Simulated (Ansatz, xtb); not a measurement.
# Relative energy of two isomers of C4H6BNS

Structure X is `Bc1cc(S)c[nH]1`, a singlet and structure Y is `Bc1[nH]ccc1S`, a singlet. Both are isolated molecules in the gas phase, relaxed with B3LYP/def2-SVP; the shapes shown needn't be the lowest conformers.

X (Å):

```yaml
atoms:
  - { symbol: C, position_ang: [-0.7505, -0.3261, -0.5738] }
  - { symbol: C, position_ang: [-1.9429, -0.5291, 0.1456] }
  - { symbol: C, position_ang: [-1.8715, 0.1893, 1.3572] }
  - { symbol: C, position_ang: [-0.6302, 0.8409, 1.3629] }
  - { symbol: B, position_ang: [-0.3018, -0.8568, -1.9155] }
  - { symbol: N, position_ang: [0.0167, 0.5274, 0.2226] }
  - { symbol: S, position_ang: [-3.1181, 0.3563, 2.6139] }
  - { symbol: H, position_ang: [0.7806, -0.5483, -2.3617] }
  - { symbol: H, position_ang: [-1.0208, -1.5901, -2.5468] }
  - { symbol: H, position_ang: [-2.7770, -1.1424, -0.1909] }
  - { symbol: H, position_ang: [-2.8712, -0.8049, 3.2693] }
  - { symbol: H, position_ang: [-0.2025, 1.4975, 2.1187] }
  - { symbol: H, position_ang: [0.9364, 0.8622, -0.0402] }
```

Y (Å):

```yaml
atoms:
  - { symbol: C, position_ang: [-0.9340, -0.2283, -0.2442] }
  - { symbol: C, position_ang: [-2.2749, -1.0391, 1.3980] }
  - { symbol: C, position_ang: [-1.6127, 0.0623, 1.9387] }
  - { symbol: C, position_ang: [-0.7758, 0.5725, 0.9216] }
  - { symbol: B, position_ang: [-0.3143, -0.1690, -1.6104] }
  - { symbol: N, position_ang: [-1.8731, -1.2023, 0.1229] }
  - { symbol: S, position_ang: [0.2608, 1.9753, 1.1481] }
  - { symbol: H, position_ang: [0.4926, 0.6832, -1.8961] }
  - { symbol: H, position_ang: [-0.6214, -0.9852, -2.4497] }
  - { symbol: H, position_ang: [-2.1935, -1.9267, -0.5076] }
  - { symbol: H, position_ang: [-3.0039, -1.7032, 1.8604] }
  - { symbol: H, position_ang: [-1.7276, 0.4449, 2.9507] }
  - { symbol: H, position_ang: [0.7828, 1.9762, -0.0992] }
```

Question: Estimate E(Y) − E(X) at the level CCSD(T)/def2-SVP + ΔMP2/def2-TZVPP.

Answer: Too close to call at this level: CCSD(T)/def2-SVP + ΔMP2/def2-TZVPP gives E(Y) − E(X) = −1.00 kcal/mol.

How the difference moves with the method:

```csv
level,geometry,E(Y) − E(X) (kcal/mol),departure from the last row (kcal/mol),"job, with rough time for the two"
GFN2-xTB,GFN2-xTB,−2.16,−1.16,"optimisation, 0.29 s"
HF/STO-3G,GFN2-xTB,−1.99,−1.00,"single point, 0.36 s"
r2SCAN-D4/def2-SVP,GFN2-xTB,−3.12,−2.12,"single point, 2.8 s"
B3LYP/def2-SVP,B3LYP/def2-SVP,−1.37,−0.38,"optimisation, 84 s"
HF/def2-SVP,B3LYP/def2-SVP,+1.50,+2.50,part of the CCSD(T) run
MP2/def2-SVP,B3LYP/def2-SVP,−1.04,−0.04,part of the CCSD(T) run
CCSD(T)/def2-SVP,B3LYP/def2-SVP,−0.84,+0.16,single point
CCSD(T)/def2-SVP + ΔMP2/def2-TZVPP,B3LYP/def2-SVP,−1.00,,"single point, 39 s"
```

As drawn, both hold the same kinds of bond in the same numbers.

The largest departure from CCSD(T)/def2-SVP + ΔMP2/def2-TZVPP is that of HF/def2-SVP, 2.50 kcal/mol. The last row adds to CCSD(T) the change of the MP2 difference between the two basis sets, here −0.16 kcal/mol.

With thermal terms from frequencies at re-optimised GFN2-xTB minima (ideal gas, soft modes damped towards free rotors, one conformer each, 298.15 K, 1 atm): on the last row, ΔE + ΔZPE = −0.76, ΔH = −0.93, ΔG = −0.51 kcal/mol.

The correlated steps freeze 11 core orbitals. Run with Ansatz 0.2.0, xtb 6.7.1; the last row on 2 threads of Intel(R) Xeon(R) 6975P-C (Granite Rapids) on a shared host.

The two regioisomers are nearly degenerate, and the slight lean towards Y comes from electron correlation. With the same geometry and basis, Hartree–Fock favours X by 1.50 kcal/mol, whereas MP2 and CCSD(T) both reverse the sign.

The pyrrole nitrogen can donate through the ring into the empty boron p orbital in both isomers, so the difference rests mainly on the thiol. In Y, sulfur and boron sit on adjacent carbons and the S–H bond lies in the ring plane, leaving the sulfur p lone pair aligned for push–pull conjugation with boron. In X, the S–H bond is turned out of the plane and the substitution pattern offers no such direct pathway. Correlation probably favours Y through this more delocalised π system and the closer contact between its substituents, which also brings some steric cost. The S–H hydrogen points towards a hydridic B–H, so a weak electrostatic attraction may contribute, but sulfur is too far from boron for a dative S→B bond. The separate contributions of conjugation and contact remain unresolved.
